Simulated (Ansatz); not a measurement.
WC: pressure against volume per atom

Results calculated with Ansatz 0.2.0, not measured. Periodic Kohn-Sham DFT of a crystal at fixed atoms; pressure and stress are positive in compression; the energy is the free energy less that of spherical unpolarised free atoms; site moments are those in the method's own spheres, positive along +z.

Cell of the first row (space group P-6m2, No. 187):
```
cell vectors (Å)
   2.8413     0.0000     0.0000
  -1.4206     2.4606     0.0000
   0.0000     0.0000     2.7712
atoms (fractions of the cell vectors)
W   0.00000  0.00000  0.00000
C   0.66667  0.33333  0.50000
```

Settings of every row: method all-electron PAW; functional PBEsol; relativity scalar; k mesh 14x14x13; filling fermi-dirac; smearing width 0.05 eV; nucleus gaussian.

Atom start moment: 0 on all atoms.

Limits: no spin-orbit coupling on heavy atoms.

```csv
row,volume per atom (Å³),pressure (GPa)
1,9.687,?
2,9.894,17.354
3,10.1,7.881
4,10.203,3.499
5,10.306,-0.661
6,10.409,-4.61
7,10.512,-8.36
8,10.718,-15.297
9,10.924,-21.545
```

Question: what pressure should row 1 give?

Worked fit of pressure. Take u = (V_r/V)^(2/3) − 1 with V_r = 10.357 Å³ an atom, which is twice the finite (Eulerian) strain; such expansions in the strain, on which the Birch-Murnaghan equation of state is built, carry the rest volume and the bulk modulus. The shown rows have u = 0.03096, 0.01689, 0.01004, 0.0033, -0.00333, -0.00985, -0.02258, -0.03491. Least squares give pressure = −2.6436 + 595.892 × u + 1590.05 × u² + 851 × u³ GPa; a parabola predicts inner rows, each left out in turn, worse (root mean square 0.0079 against 0.002 GPa). The rows lie off it by -0.001, 0.002, -0.001, -0.001, 0.000, 0.000, 0.001, 0.000. The pressure vanishes at u = 0.0044, or V = 10.29 Å³ an atom, and there the bulk modulus at fixed shape and fractions is B = −V dP/dV = (2/3)(1 + u) dP/du = 408 GPa. Letting shape and atoms relax would as a rule lower it, by much in layered, chain or molecular crystals. The withheld row has u = 0.04559, so the fit gives −2.6436 + 595.892 × (0.04559) + 1590.05 × (0.04559)² + 851 × (0.04559)³ = 27.909 GPa.

The calculation gave 27.861 GPa. The fit lies 0.048 GPa (0.097 % of the column's range) above it; its largest miss of a shown row is 0.002 GPa. This row lies beyond the range of the fit.
